Terbium ions as spherical all-electron Kohn-Sham atoms in Quantum ESPRESSO 7.5 (ld1.x), with the LDA-PW92 functional, scalar-relativistic and spin-polarised, with a point nucleus. Each ion has NIST's ground configuration, with open shells filled at highest spin. The ionisation energy is the total energy of the next higher ion less that of the ion shown. The tabulated ionisation energies of the 4+ ions of Tb are left out, since they fit the removal of another electron than the listed configurations give and so miss the computed values.

```csv
species,Z,charge (e),electrons,configuration,electron removed from,ionisation energy (eV),−ε(highest occupied) (eV),highest level mean radius (bohr),highest level,NIST table (eV),kind of table value,stated uncertainty (eV),computed less table (eV),−ε / IE
Tb3+,65,3,62,[Xe] 4f8,4f,41.3227,31.787,0.84862,4f down,39.33,semi-empirical,0.04,1.99,0.769
Tb4+,65,4,61,[Xe] 4f7,5p,74.2416,56.821,0.77234,4f up,n/a,n/a,n/a,n/a,n/a
Tb5+,65,5,60,[Kr] 4d10 4f7 5s2 5p5,5p,101.568,73.584,0.76259,4f up,90,theory,4,11.6,n/a
Tb6+,65,6,59,[Kr] 4d10 4f8 5s2 5p3,4f,90.5024,79.265,0.78431,4f down,108,theory,5,-17.5,0.876
Tb7+,65,7,58,[Kr] 4d10 4f7 5s2 5p3,5p,124.860,109.26,0.74453,4f up,125,theory,6,-0.14,n/a
```

## What happens

The computed ionisation energy (IE) rises by 32.9 eV from Tb3+ to Tb4+ and by 27.3 eV to Tb5+, falls by 11.1 eV at Tb6+ and rises again by 34.4 eV. The NIST values rise at every step, as successive ionisation energies between ground states of an atom normally do. The zigzag comes from the configurations imposed on these spherical, scalar-relativistic LDA runs. Each IE is the energy of the ion in the next row less that of the ion in this row, so a row is understood by comparing two configurations. For the last row the final ion is Tb8+, run as 4f7 5p2.

The five rows are not all the same process. Tb3+ and Tb6+ lose a spin-down 4f electron, Tb4+ a spin-down 5p electron and Tb7+ a spin-up 5p electron. Tb5+ goes from 4f7 5p5 to 4f8 5p3: it loses two 5p electrons and gains a 4f electron. The column $-\varepsilon$(highest occupied), the binding energy of the highest filled Kohn-Sham level, and the radius beside it describe the lost electron only for Tb3+ and Tb6+. In the other three rows the highest level is 4f up while the change removes 5p.

## Book-keeping by levels

Janak's theorem says that the total energy changes with the occupation $n_k$ of level $k$ as $\partial E/\partial n_k=\varepsilon_k$. Let $B_k=-\varepsilon_k$ be the binding energy of the level, and let the occupations move evenly from the initial ion (i) to the final ion (f). If every $B_k$ changes linearly on the way, the integral is the mean of its end values:

$$\mathrm{IE}\approx\sum_k m_k\,\frac{B_k^{\,\mathrm i}+B_k^{\,\mathrm f}}{2},$$

where $m_k$ is the number of electrons that level $k$ loses, negative for a gain. Nothing is fitted; the $B_k$ are levels of the same runs.

For Tb5+, $m=2$ for 5p down and $m=-1$ for 4f down, and the levels in Tb5+ and Tb6+ give

$$2\,\frac{81.45+93.47}{2}-\frac{67.45+79.26}{2}=174.92-73.36=101.56\ \text{eV}.$$

The table has 101.57 eV. The row is high because two tightly bound 5p electrons are paid for and the captured 4f electron returns less than one of them cost.

The formula meets all five rows to about 0.15 eV or better, the worst being Tb3+ at 0.4 % of its IE. A straight line in charge, fitted to all five rows, misses by 10 eV rms; the printed output after this text gives both row by row. Janak's theorem is part of the method, so the agreement tests only that levels move almost linearly with occupation. The residuals exceed the rounding of the table. They may come from slight curvature or from the theorem holding only approximately in a scalar-relativistic density, and the runs don't separate the two.

## Why 4f and 5p compete

The 5p orbital is about 1.8 times as large as the 4f orbital, by mean radius, at both ends of the series. Electrostatics then orders the repulsions: two electrons in the compact shell repel most, and a 4f electron inside the 5p charge feels that charge more fully than another 5p electron does. The monopole Coulomb integrals $F^0$ of Tb3+ show this order, with 31.0 eV for 4f–4f, 16.4 eV for 5p–5p and the 4f–5p value between them. The actual level shifts are smaller than the bare integrals, the standard reason being that the other shells relax and that exchange offsets part of the repulsion.

The consequence is that removing an electron of either kind deepens 4f more than 5p. When Tb4+ loses a 5p electron, 4f up deepens by 16.8 eV and 5p up by 15.3 eV. The same order holds in every step except the one from Tb5+ to Tb6+, where the added 4f electron pushes the 4f levels back up. Among the 4f7 ions the lead of 5p up over 4f up shrinks steadily, from 12.6 eV in Tb4+ to 5.1 eV in Tb8+. The series is on its way to the hydrogen-like order of highly charged ions, with 4f below 5p, but at this level 5p is still the deeper shell.

That order explains the first step. Tb3+ gives up its single spin-down 4f electron, which has no exchange partners in its own shell, whereas Tb4+ is made to open the 5p shell. The change of shell costs 18.1 eV and the higher charge adds 14.8 eV, which together make 32.8 eV of the 32.9 eV step.

## The dip at Tb6+

Since 5p lies deeper, a configuration with 5p holes under a filled 4f level is suspect. In Tb6+ the empty 5p-down level lies 14.2 eV below the filled 4f-down level. If this ion sits too high in energy, the IE of Tb5+ is too large and that of Tb6+ too small, and the errors against NIST, +11.6 and −17.5 eV, have those signs. The energy of Tb6+ cancels exactly in the sum of the two rows.

That sum is 192.07 eV against NIST's 198 eV. The difference of −5.9 eV lies within the combined uncertainty of 6.4 eV, if the two stated uncertainties are independent. Each row alone is off by about three times its uncertainty. The numbers therefore place most of the trouble in the intermediate ion.

The alternative 4f7 5p4 was not run, but it can be estimated. Tb4+, Tb5+ and Tb7+ share 4f7 and a full 5p-up shell and hold three, two and no 5p-down electrons. A parabola through their 5p-down levels gives 96.0 eV for one electron, and the mean-level formula then gives 88.7 eV for Tb5+ and 103.4 eV for Tb6+. Their sum is within 0.06 eV of the computed sum, which is the one check available. Both estimates lie inside the stated uncertainties of the NIST values, which are themselves theory.

On this estimate 4f7 5p4 lies about 13 eV below 4f8 5p3, and that single displacement accounts for the zigzag. Along the pure 5p path the steps from Tb4+ to Tb7+ would be 14.5, 14.7 and 21.5 eV. The displacement adds once to the first step, subtracts twice from the second and adds once to the third. The evenness of the first two steps is partly built in by the interpolation and is no independent finding.

The last step stays larger because Tb7+ must lose a spin-up electron from the half-filled 5p3 shell. Exchange with the other spin-up 5p electrons and with 4f7 binds it more strongly. The levels split the step into 5.7 eV for the change of spin and 15.8 eV for the higher charge.

None of this shows that nature prefers 4f7 5p4. Spin-orbit coupling, which splits the 5p level, is absent, and the error of LDA in the balance between the compact 4f shell and the wider 5p shell is not known here. Either could change the 13 eV, and neither was tested.

## Tb4+ and the rows that look good

NIST's semi-empirical value for Tb4+ is 66.5 eV, and the computed 5p loss lies 7.7 eV above it. The final ion Tb5+ has a 5p-down hole 7.9 eV below its filled 4f-up level, so 4f6 5p6 may be lower. Loss of a 4f-up electron costs its binding energy plus half the level's own shift. Borrowing the shifts of 4f down from the Tb3+ and Tb6+ rows gives

$$56.82+\tfrac12(19.38\ \text{to}\ 22.72)=66.5\ \text{to}\ 68.2\ \text{eV}.$$

The closeness to NIST is suggestive only, since the state was not run, the shifts belong to the other spin, and spin-orbit coupling is absent. A lower Tb5+ would also raise the IE of Tb5+, and with it the sum of the Tb5+ and Tb6+ rows, by the same 6 to 8 eV that Tb4+ loses. The agreement of that sum with NIST therefore doesn't certify the ions at its ends, and 4f7 5p4 need not be the lowest state of Tb6+ either.

The error of −0.14 eV for Tb7+ sits within a stated uncertainty of 6 eV and shows no accuracy. Tb7+ and the final Tb8+ also have 5p holes under filled 4f, by 1.6 and 5.1 eV, and level order alone does not settle their ground states. Moving an electron shifts both levels, which is why the inversion in Tb6+ exceeds the estimated gain in energy.

Tb3+ has the sharpest reference in the table. Its error of +1.99 eV is 5 % of the NIST value and about fifty times the stated uncertainty. Unresolved terms don't explain it, because at highest spin 4f8 and 4f7 have one term each. Nor does first-order spin-orbit coupling, which lowers Tb3+ but not the half-filled Tb4+ and so would raise the computed IE further. The functional is the likely main source, though no other functional was tried here.

## The eigenvalue

For loss of one electron the formula reads $\mathrm{IE}\approx B^{\mathrm i}+U/2$, where $U=B^{\mathrm f}-B^{\mathrm i}$ is the shift of the level as it empties. For Tb3+, $U/2$ is 9.69 eV against an actual gap $\mathrm{IE}-B^{\mathrm i}$ of 9.54 eV; for Tb6+ the pair is 11.36 and 11.24 eV. With the exact functional the highest level would stay at −IE as it empties. The large $U$ is the known self-interaction of LDA, which curves the energy in the occupation and sets a compact 4f level too high.

The column $-\varepsilon$ / IE rises from 0.769 to 0.876 between these two rows, although the gap grows. The ratio is close to $1-U/(2\,\mathrm{IE})$, and IE more than doubles while $U$ changes little. A higher ratio here is not a better eigenvalue.

## What to do

Compare the configurations of adjacent rows before reading a trend in charge, and count every occupation that changes. Look in each run for an empty or partly filled level below a filled one, and where there is one, run the swapped configuration and compare total energies. Where an intermediate ion is in doubt, compare the sum of the two adjoining ionisation energies with the reference. Take energy differences or mean levels for IE; $-\varepsilon$ of the highest level falls short of IE by 9.5 to 28 eV in these rows.

A series in which only 5p electrons leave, as for the ions of a lighter element whose 4f shell stays empty, should by the same reasoning rise in nearly even steps. At this level it would show one larger step where the spin-down electrons are used up, and no dip. The zigzag here comes from an imposed configuration that moves an electron from the deeper 5p shell to 4f in one step and takes it out of 4f in the next.

The analysis program printed:

```
All energies in eV; table IE rounded to 0.001 eV or finer
ion, change, IE, mean-level model, model-IE, line-IE, (-eps highest)-IE
Tb3+ -4f dn            41.323   41.475  +0.152   +8.51   -9.54
Tb4+ -5p dn            74.242   74.314  +0.073   -6.08  -17.42
Tb5+ -2 5p dn +4f dn  101.568  101.561  -0.007  -15.07  -27.98
Tb6+ -4f dn            90.502   90.626  +0.124  +14.33  -11.24
Tb7+ -5p up           124.860  124.951  +0.091   -1.69  -15.60
worst model row Tb3+: +0.152 (+0.37 %)
line IE = -5.17 + 18.33 q, rms 10.44
steps of IE from row to row:   32.92   27.33  -11.07   34.36
step Tb3+ to Tb4+: shell change 18.05 + charge shift 14.79
Tb5+: two 5p dn cost 174.92, 4f dn capture returns 73.36
4f dn removal, Tb3+ to Tb6+: rise 49.18, 16.39 per charge
5p up less 4f up binding, Tb3+..8+:   17.49   12.62   11.13   13.58    7.63    5.14
4f spin splitting, Tb3+..8+:           4.49    5.66    6.13    6.04    7.27    7.06
5p spin splitting, Tb3+..8+:           1.89    2.26    3.26    5.41    6.08    5.37
deepening of 4f up per step:   20.54   16.76   11.72   23.96   18.61
deepening of 4f dn per step:   19.38   16.29   11.81   22.72   18.82
deepening of 5p up per step:   15.67   15.27   14.17   18.01   16.12
deepening of 5p dn per step:   15.31   14.27   12.02   17.35   16.82
radius 5p up / 4f up: Tb3+ 1.83, Tb8+ 1.80
own shift / bare F0: 4f (Tb3+) 0.63, 5p (Tb8+) 0.87
5p hole below filled 4f by: Tb5+ 7.86, Tb6+ 14.21, Tb7+ 1.56, Tb8+ 5.14
Tb3+: IE+eps 9.54, half own shift 9.69, -eps/IE 0.769
Tb6+: IE+eps 11.24, half own shift 11.36, -eps/IE 0.876
Tb3+: error +1.99, 49.75 times stated uncertainty
Tb5+: error +11.60, 2.90 times stated uncertainty
Tb6+: error -17.50, 3.50 times stated uncertainty
Tb7+: error -0.14, 0.02 times stated uncertainty
Tb4+: error against semi-empirical 66.5: +7.74
Tb5+ plus Tb6+: computed 192.07, NIST 198, diff -5.93, uncertainty 6.4 if independent
estimate, 4f7 5p4 not run: 5p dn binding 96.0 (straight interpolation 96.1)
  IE via 4f7 5p4: Tb5+ 88.7, Tb6+ 103.4, sum 192.13, sum less table sum +0.06
  4f7 5p4 below 4f8 5p3 by 12.8 (from Tb5+), 12.9 (from Tb7+)
  these less NIST: -1.3, -4.6
  steps along pure 5p path Tb4+..7+:   14.48   14.68   21.45
  last step: spin change 5.7 + charge shift 15.8
estimate, 4f6 5p6 not run: 4f up loss from Tb4+ 66.5 to 68.2
  below the 5p loss by 6.1 to 7.7; less NIST +0.0 to +1.7
```
